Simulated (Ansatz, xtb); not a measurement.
**Relative energy of two isomers of C5H8P2Si**

Structure I: `CC1=CP=C([SiH3])P=C1`, a singlet. Structure II: `CC1=CP=CP=C1[SiH3]`, a singlet. Both are isolated molecules in the gas phase, relaxed with B3LYP/def2-SVP.

I (Å):

```xyz
16

C     1.2178   -0.1549   -0.3344
C     0.1688    0.4278    0.5914
C    -0.0221    1.8180    0.6034
C    -2.0617    1.6331    2.4660
C    -0.5924   -0.4476    1.3818
P    -1.1557    2.7794    1.5088
P    -1.8809   -0.1045    2.4991
Si   -3.3679    2.3608    3.6282
H     1.6377   -1.0897    0.0664
H     2.0427    0.5521   -0.5086
H     0.7728   -0.3896   -1.3172
H     0.6296    2.4073   -0.0540
H    -2.7998    2.6010    4.9887
H    -4.5154    1.4174    3.7632
H    -3.8558    3.6626    3.0881
H    -0.3578   -1.5159    1.2938
```

II (Å):

```xyz
16

C    -0.0213    0.2663   -0.0333
C    -0.6710    1.2819    0.8901
C    -0.7502    2.6059    0.4322
C    -1.9835    3.4379    2.7054
C    -1.1576    0.8468    2.1517
P    -1.4105    4.0324    1.1833
P    -1.9384    1.8368    3.3719
Si   -0.9977   -0.9715    2.6712
H     0.8564   -0.2012    0.4436
H     0.3124    0.7260   -0.9740
H    -0.7216   -0.5476   -0.2856
H    -0.3323    2.7941   -0.5641
H    -2.4484    4.1903    3.3562
H    -1.7136   -1.8716    1.7172
H     0.4332   -1.4000    2.7071
H    -1.5876   -1.1345    4.0279
```

Quicker runs give these differences E(II) − E(I): GFN2-xTB −3.4 kJ/mol; HF/STO-3G +3.1 kJ/mol (at GFN2-xTB geometries); r2SCAN-D4/def2-SVP +9.2 kJ/mol (at GFN2-xTB geometries).

Estimate which is lower in electronic energy at CCSD(T)/def2-SVP + ΔMP2/def2-TZVPP, and by roughly how much.

The CCSD(T)/def2-SVP + ΔMP2/def2-TZVPP calculation puts structure I lower, by 9.1 kJ/mol.

Level by level:

```csv
level,geometry,E(II) − E(I) (kJ/mol),departure from the last row (kJ/mol),"job, with rough time for the two"
GFN2-xTB,GFN2-xTB,−3.4,−12.5,"optimisation, 0.45 s"
HF/STO-3G,GFN2-xTB,+3.1,−6.0,"single point, 0.6 s"
r2SCAN-D4/def2-SVP,GFN2-xTB,+9.2,+0.1,"single point, 5.4 s"
B3LYP/def2-SVP,B3LYP/def2-SVP,+11.3,+2.2,"optimisation, 59 s"
HF/def2-SVP,B3LYP/def2-SVP,+16.2,+7.0,part of the CCSD(T) run
MP2/def2-SVP,B3LYP/def2-SVP,+10.3,+1.2,part of the CCSD(T) run
CCSD(T)/def2-SVP,B3LYP/def2-SVP,+9.7,+0.6,single point
CCSD(T)/def2-SVP + ΔMP2/def2-TZVPP,B3LYP/def2-SVP,+9.1,,"single point, 2.2 min"
```

As drawn, both hold the same kinds of bond in the same numbers.

GFN2-xTB puts the two in the other order. The largest departure from CCSD(T)/def2-SVP + ΔMP2/def2-TZVPP is that of GFN2-xTB, 12.5 kJ/mol. A small imaginary or near-zero mode remains, so no thermal terms are given. The last row adds to CCSD(T) the change of the MP2 difference between the two basis sets, here −0.6 kJ/mol.

The correlated steps freeze 20 core orbitals. Programs: Ansatz 0.2.0, xtb 6.7.1; the last row on 4 threads of Arm Neoverse V1 on a shared host.

Both isomers keep the aromatic 1,3-diphosphinine ring, so the preference for I comes from where the silyl group sits. In I it is on the carbon between the two phosphorus atoms, which carry no substituents and are held away by long C–P bonds. In II it is ortho to the methyl group, and the resulting crowding is probably the main reason II lies higher. The differing polarity of the two ring carbons may also contribute.

Electron correlation narrows the gap without reversing it: in the same basis and at the same geometries, I is favoured by 16.2 kJ/mol with Hartree–Fock but by 9.7 kJ/mol with CCSD(T). This suggests that dispersion between the neighbouring methyl and silyl groups recovers part of the steric cost in II. MP2 already captures most of this effect, and the small basis-set correction leaves the ordering secure for these two structures. An isomer with silyl next to only one phosphorus but remote from methyl would be needed to separate crowding from the electronic preference of the ring site.
